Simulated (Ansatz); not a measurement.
TiN: the change of pressure and energy less free atoms with volume per atom

All results are calculated (Ansatz 0.2.0). Periodic Kohn-Sham DFT of a crystal at fixed atoms; pressure and stress are positive in compression; the energy is the free energy less that of spherical unpolarised free atoms; site moments are those in the method's own spheres, positive along +z.

Cell of the first row (space group Fm-3m, No. 225):
```
cell vectors (Å)
   0.0000     2.0787     2.0787
   2.0787     0.0000     2.0787
   2.0787     2.0787     0.0000
atoms (fractions of the cell vectors)
Ti  0.00000  0.00000  0.00000
N   0.50000  0.50000  0.50000
```

Settings of every row: method all-electron LAPW; functional PBE; relativity scalar; k mesh 13x13x13; filling fermi-dirac; smearing width 0.05 eV; basis error target 0.5 meV/atom; nucleus gaussian.

Atom start moment: 0 on all atoms.

```csv
row,volume per atom (Å³),pressure (GPa),energy less free atoms (eV/atom)
1,8.982,20.271,-9.2385
2,8.987,20.08,-9.2391
3,9.173,12.996,-9.2583
4,9.364,6.448,-9.2698
5,9.46,3.423,-9.2728
6,9.555,0.553,-9.2739
7,9.651,?,?
8,9.746,-4.755,-9.2714
9,9.937,-9.535,-9.2628
10,10.128,-13.836,-9.2488
```

Question: what pressure and energy less free atoms should row 7 give?

Worked fit of pressure. Take u = (V_r/V)^(2/3) − 1 with V_r = 9.46 Å³ an atom, which is twice the finite (Eulerian) strain; such expansions in the strain, on which the Birch-Murnaghan equation of state is built, carry the rest volume and the bulk modulus. The shown rows have u = 0.03517, 0.03479, 0.02075, 0.00682, 0, -0.00664, -0.01966, -0.03226, -0.04447. Least squares give pressure = 3.4118 + 437.767 × u + 1156.96 × u² + 792 × u³ GPa; a parabola predicts inner rows, each left out in turn, worse (root mean square 0.015 against 0.0078 GPa). The rows lie off it by -0.003, 0.005, -0.005, -0.003, 0.011, -0.003, -0.001, -0.002, 0.001 (root mean square 0.0048 GPa). The pressure vanishes at u = -0.0080, or V = 9.574 Å³ an atom, and there the bulk modulus at fixed shape and fractions is B = −V dP/dV = (2/3)(1 + u) dP/du = 277 GPa. The withheld row has u = -0.01324, so the fit gives 3.4118 + 437.767 × (-0.01324) + 1156.96 × (-0.01324)² + 792 × (-0.01324)³ = -2.183 GPa.

The calculation gave -2.171 GPa. The fit lies 0.012 GPa (0.035 % of the column's range) below it; its largest miss of a shown row is 0.011 GPa.

Worked fit of energy less free atoms. Take u = (V_r/V)^(2/3) − 1 with V_r = 9.46 Å³ an atom, which is twice the finite (Eulerian) strain; such expansions in the strain, on which the Birch-Murnaghan equation of state is built, carry the rest volume and the bulk modulus. The shown rows have u = 0.03517, 0.03479, 0.02075, 0.00682, 0, -0.00664, -0.01966, -0.03226, -0.04447. Least squares give energy less free atoms = −9.27276 + 0.3054 × u + 19.003 × u² eV/atom; a straight line predicts inner rows, each left out in turn, worse (root mean square 0.013 against 5.3e-05 eV/atom). The rows lie off it by 0.0000, 0.0000, -0.0001, 0.0000, 0.0000, 0.0001, 0.0000, 0.0000, 0.0000. Its lowest point lies at u = -0.0080, or V = 9.575 Å³ an atom, and the curvature there gives the bulk modulus at fixed shape and fractions, B = (4/9)(1 + u)² E″(u)/V = 278 GPa. The withheld row has u = -0.01324, so the fit gives −9.27276 + 0.3054 × (-0.01324) + 19.003 × (-0.01324)² = -9.2735 eV/atom.

The calculation gave -9.2734 eV/atom. The fit lies 0.0001 eV/atom (0.28 % of the column's range) below it, one unit of the last digit.
